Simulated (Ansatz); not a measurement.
Pb: energy above lowest point and pressure against volume per atom

Results calculated with Ansatz 0.2.0 development build, not measured. Equation of state of a cubic crystal from periodic Kohn-Sham density functional theory without spin; pressure corrected for the finite basis.

Cell of the first row (space group Fm-3m, No. 225):
```
cell vectors (Å)
   0.0000     2.4541     2.4541
   2.4541     0.0000     2.4541
   2.4541     2.4541     0.0000
atoms (fractions of the cell vectors)
Pb  0.00000  0.00000  0.00000
```

Settings of every row: formula Pb; structure type fcc; functional r2SCAN; spin treatment none; k mesh 12x12x12; occupation method fermi-dirac; occupation width 0.1 eV; wave cutoff 580 eV; datasets hand-made PAW; density cutoff ratio 4; xc grid level 2.

Limits: no spin-orbit coupling with 6p elements; the SCF threshold is loose for a stress in some rows.

```
row  volume per atom (Å³)  energy above lowest point (meV/atom)  pressure (GPa)
  1                29.561                                 15.05           2.881
  2                30.525                                   2.9           1.206
  3                31.488                                     0          -0.203
  4                32.452                                     ?               ?
  5                33.416                                 16.37          -2.398
```

Question: what energy above lowest point and pressure should row 4 give?

Worked fit of energy above lowest point. Take u = (V_r/V)^(2/3) − 1 with V_r = 31.006 Å³ an atom, which is twice the finite (Eulerian) strain; such expansions in the strain, on which the Birch-Murnaghan equation of state is built, carry the rest volume and the bulk modulus. The shown rows have u = 0.03233, 0.01048, -0.01023, -0.04868. Least squares give energy above lowest point = 0.403 + 141.03 × u + 9637.5 × u² meV/atom; a straight line predicts inner rows, each left out in turn, worse (root mean square 9.9 against 0.08 meV/atom). The rows lie off it by 0.01, -0.04, 0.03, -0.01. Its lowest point lies at u = -0.0073, or V = 31.35 Å³ an atom, and the curvature there gives the bulk modulus at fixed shape and fractions, B = (4/9)(1 + u)² E″(u)/V = 43.1 GPa. The withheld row has u = -0.02993, so the fit gives 0.403 + 141.03 × (-0.02993) + 9637.5 × (-0.02993)² = 4.82 meV/atom.

The calculation gave 4.9 meV/atom. The fit lies 0.08 meV/atom (1.6 % of the value, 0.49 % of the column's range) below it; its largest miss of a shown row is 0.04 meV/atom.

Worked fit of pressure. Take u = (V_r/V)^(2/3) − 1 with V_r = 31.006 Å³ an atom, which is twice the finite (Eulerian) strain; such expansions in the strain, on which the Birch-Murnaghan equation of state is built, carry the rest volume and the bulk modulus. The shown rows have u = 0.03233, 0.01048, -0.01023, -0.04868. Least squares give pressure = 0.4728 + 68.271 × u + 191.19 × u² GPa; a straight line predicts inner rows, each left out in turn, worse (root mean square 0.2 against 0.0066 GPa). The rows lie off it by 0.001, -0.003, 0.003, 0.000. The pressure vanishes at u = -0.0071, or V = 31.34 Å³ an atom, and there the bulk modulus at fixed shape and fractions is B = −V dP/dV = (2/3)(1 + u) dP/du = 43.4 GPa. The withheld row has u = -0.02993, so the fit gives 0.4728 + 68.271 × (-0.02993) + 191.19 × (-0.02993)² = -1.399 GPa.

The calculation gave -1.393 GPa. The fit lies 0.006 GPa (0.11 % of the column's range) below it; its largest miss of a shown row is 0.003 GPa.
